**Frontier levels of quartet Ga$_3$ against the share of exact exchange**

The table holds HOMO, LUMO, their gap and $\langle S^2\rangle$ of quartet Ga$_3$ at one geometry, from unrestricted PBE hybrids with 0 to 50 % exact exchange in the def2-TZVP basis. The program fits nothing: it works out shifts, step slopes, departures from a straight line and the continuity of the 50 % row, and compares the gap slope with the single estimate $e^2/(4\pi\varepsilon_0 d)$, where $d$ is the mean Ga–Ga distance. The HOMO falls by 1.584 eV and the LUMO rises by 1.403 eV, and the gap opens by 5.98 eV per unit share against an estimate of 5.1 eV. Both levels bend downward, so the gap departs from a straight line by only 8 meV. The LUMO is a $\beta$ level from 0 to 35 %, and the lowest empty $\alpha$ level approaches it as the share grows.

Neutral Ga$_3$ with spin multiplicity 4, computed with Ansatz 0.2.0 using spin-unrestricted PBE with a varied share of exact exchange and the def2-TZVP basis. All rows use the same PBE-D4/def2-TZVP geometry, without spin-orbit coupling. Homo and lumo are taken over both spins, and spin squared is in units of $\hbar^2$.

## Analysis program

```python
# Table: HOMO, LUMO, gap (eV) and <S^2> of quartet Ga3 (Ansatz 0.2.0, unrestricted, def2-TZVP,
# fixed geometry), PBE exchange mixed with 0-50 % exact exchange, PBE correlation.
# Tested: direction, size and linearity of the shifts; one estimate e^2/(4 pi eps0 d) of the gap slope.
T = {
    'exact_exchange': [0, 5, 10, 15, 25, 35, 50],  # %
    'homo': [-3.984, -4.134, -4.287, -4.441, -4.754, -5.075, -5.568],  # eV
    'lumo': [-3.422, -3.277, -3.132, -2.989, -2.706, -2.428, -2.019],  # eV
    'homo_lumo_gap': [0.562, 0.858, 1.155, 1.452, 2.048, 2.647, 3.55],  # eV
    'spin_squared': [3.752, 3.753, 3.754, 3.754, 3.756, 3.758, 3.762],
}
import numpy as np
from scipy import constants as C
a, H, L, G, S = (np.array(T[k], float) for k in
                 ("exact_exchange", "homo", "lumo", "homo_lumo_gap", "spin_squared"))
# further outputs of the same runs: geometry (A), occupations, empty levels (eV) at 0-35 %
X = np.array([[0.74, -0.89, -0.68], [-0.04, 1.57, -0.77], [-0.70, -0.68, 1.46]])
occ_a, occ_b = np.array([35, 13]), np.array([33, 12])
a1 = np.array([-3.101299, -2.985456, -2.869212, -2.752602, -2.518408, -2.283153])
a2 = np.array([-2.389613, -1.57503])  # 0 and 35 %
b234 = np.array([[-3.36408, -2.972424, -2.446211], [-2.393258, -1.997093, -1.496792]])  # 0 and 35 %
d = np.sort([np.linalg.norm(X[i] - X[j]) for i, j in ((0, 1), (0, 2), (1, 2))])
ang = np.degrees(np.arccos((d[0]**2 + d[1]**2 - d[2]**2) / (2 * d[0] * d[1])))
print(f"Ga-Ga distances {d[0]:.2f} {d[1]:.2f} {d[2]:.2f} A, mean {d.mean():.2f} A, apex {ang:.0f} deg")
core = 3 * np.array([10, 4])  # per spin: [Ar]3d10 has 14 orbitals, 4 odd under the plane
print(f"electrons {occ_a.sum() + occ_b.sum()} = 3 x 31; valence A'/A'': alpha {occ_a - core}, beta {occ_b - core}")
M = (H + L) / 2
print("share %  midgap eV  gap-(lumo-homo) eV  gap/gap(0)  S^2-3.75")
for r in zip(a, M, G - (L - H), G / G[0], S - 3.75):
    print(f"{r[0]:5.0f} {r[1]:10.4f} {r[2]:12.3f} {r[3]:16.2f} {r[4]:10.3f}")
dH, dL, dG = H[-1] - H[0], L[-1] - L[0], G[-1] - G[0]
print(f"0 to 50 %: homo {dH:+.3f}, lumo {dL:+.3f}, gap {dG:+.3f}, midgap {M[-1] - M[0]:+.3f} eV")
print(f"shares of gap opening: homo {-100 * dH / (dL - dH):.0f} %, lumo {100 * dL / (dL - dH):.0f} %")
print(f"mean slopes, meV per %: homo {dH * 20:.1f}, lumo {dL * 20:.1f}, gap {dG * 20:.1f}")
print("step slopes, meV per %:  homo   lumo    gap  rounding limit")
sH, sL, sG = (1e3 * np.diff(y) / np.diff(a) for y in (H, L, G))
for i in range(len(a) - 1):
    print(f"  {a[i]:2.0f} to {a[i + 1]:2.0f} % {sH[i]:17.1f} {sL[i]:6.1f} {sG[i]:6.1f} {1 / (a[i + 1] - a[i]):8.2f}")
print("largest departure from the 0-50 % chord (rounding up to 1 meV):")
for n, y in (("homo", H), ("lumo", L), ("gap", G)):
    e = y - (y[0] + (y[-1] - y[0]) * a / a[-1])
    k = np.argmax(abs(e))
    print(f"  {n}: {1e3 * e[k]:+.0f} meV at {a[k]:.0f} %, {100 * abs(e[k] / (y[-1] - y[0])):.1f} % of the total change")
x = a[3:6]
w = np.array([np.prod([(a[6] - x[j]) / (x[i] - x[j]) for j in range(3) if j != i]) for i in range(3)])
lim = 0.5 * (abs(w).sum() + 1)
print(f"50 % row minus parabola through 15, 25, 35 % (rounding up to {lim:.0f} meV):")
print(f"  homo {1e3 * (H[6] - w @ H[3:6]):+.1f}, lumo {1e3 * (L[6] - w @ L[3:6]):+.1f}, gap {1e3 * (G[6] - w @ G[3:6]):+.1f} meV")
J = C.e / (4 * np.pi * C.epsilon_0 * d.mean() * 1e-10)
print(f"estimate e^2/(4 pi eps0 d), mean d: {J:.1f} eV; gap slope per unit share {2 * dG:.2f} eV; ratio {2 * dG / J:.2f}")
print(f"half estimate {J / 2:.1f} eV; per unit share homo {2 * dH:.2f}, lumo {2 * dL:+.2f} eV")
print("lowest empty alpha level minus lumo, eV, 0-35 %:", " ".join(f"{v:.3f}" for v in a1 - L[:6]))
sb = 1e3 * (b234[1] - b234[0]) / 35
print(f"rise 0-35 %, meV per %: beta 1-4: {1e3 * (L[5] - L[0]) / 35:.1f} {sb[0]:.1f} {sb[1]:.1f} {sb[2]:.1f}")
print(f"rise 0-35 %, meV per %: alpha 1-2: {1e3 * (a1[5] - a1[0]) / 35:.1f} {1e3 * (a2[1] - a2[0]) / 35:.1f}")
print(f"second beta level minus lumo: {b234[0, 0] - L[0]:.3f} eV at 0 %, {b234[1, 0] - L[5]:.3f} eV at 35 %")
print(f"fourth beta minus first alpha level: {b234[0, 2] - a1[0]:.3f} eV at 0 %, {b234[1, 2] - a1[5]:.3f} eV at 35 %")
print(f"S^2 excess over 3.75: {100 * (S[0] / 3.75 - 1):.2f} % at 0 %, {100 * (S[-1] / 3.75 - 1):.2f} % at 50 % (rounding 0.01 %)")
print(f"share change per 0.1 eV of target: homo {5 / -dH:.1f}, lumo {5 / dL:.1f}, gap {5 / dG:.1f} points of %")
assert np.all(sH < 0) and np.all(sL > 0) and -dH > dL
assert sH[-1] < sH[0] and sL[-1] < sL[0]
assert np.all(a1 > L[:6]) and np.all(np.diff(a1 - L[:6]) < 0)
assert np.all(abs(G - (L - H)) < 0.0016) and S.max() - 3.75 < 0.02
```

Output:

```
Ga-Ga distances 2.58 2.59 3.24 A, mean 2.80 A, apex 77 deg
electrons 93 = 3 x 31; valence A'/A'': alpha [5 1], beta [3 0]
share %  midgap eV  gap-(lumo-homo) eV  gap/gap(0)  S^2-3.75
    0    -3.7030        0.000             1.00      0.002
    5    -3.7055        0.001             1.53      0.003
   10    -3.7095        0.000             2.06      0.004
   15    -3.7150        0.000             2.58      0.004
   25    -3.7300        0.000             3.64      0.006
   35    -3.7515       -0.000             4.71      0.008
   50    -3.7935        0.001             6.32      0.012
0 to 50 %: homo -1.584, lumo +1.403, gap +2.988, midgap -0.090 eV
shares of gap opening: homo 53 %, lumo 47 %
mean slopes, meV per %: homo -31.7, lumo 28.1, gap 59.8
step slopes, meV per %:  homo   lumo    gap  rounding limit
   0 to  5 %             -30.0   29.0   59.2     0.20
   5 to 10 %             -30.6   29.0   59.4     0.20
  10 to 15 %             -30.8   28.6   59.4     0.20
  15 to 25 %             -31.3   28.3   59.6     0.10
  25 to 35 %             -32.1   27.8   59.9     0.10
  35 to 50 %             -32.9   27.3   60.2     0.07
largest departure from the 0-50 % chord (rounding up to 1 meV):
  homo: +22 meV at 25 %, 1.4 % of the total change
  lumo: +15 meV at 25 %, 1.0 % of the total change
  gap: -8 meV at 25 %, 0.3 % of the total change
50 % row minus parabola through 15, 25, 35 % (rounding up to 6 meV):
  homo +3.5, lumo +1.4, gap -1.1 meV
estimate e^2/(4 pi eps0 d), mean d: 5.1 eV; gap slope per unit share 5.98 eV; ratio 1.16
half estimate 2.6 eV; per unit share homo -3.17, lumo +2.81 eV
lowest empty alpha level minus lumo, eV, 0-35 %: 0.321 0.292 0.263 0.236 0.188 0.145
rise 0-35 %, meV per %: beta 1-4: 28.4 27.7 27.9 27.1
rise 0-35 %, meV per %: alpha 1-2: 23.4 23.3
second beta level minus lumo: 0.058 eV at 0 %, 0.035 eV at 35 %
fourth beta minus first alpha level: 0.655 eV at 0 %, 0.786 eV at 35 %
S^2 excess over 3.75: 0.05 % at 0 %, 0.32 % at 50 % (rounding 0.01 %)
share change per 0.1 eV of target: homo 3.2, lumo 3.6, gap 1.7 points of %
```
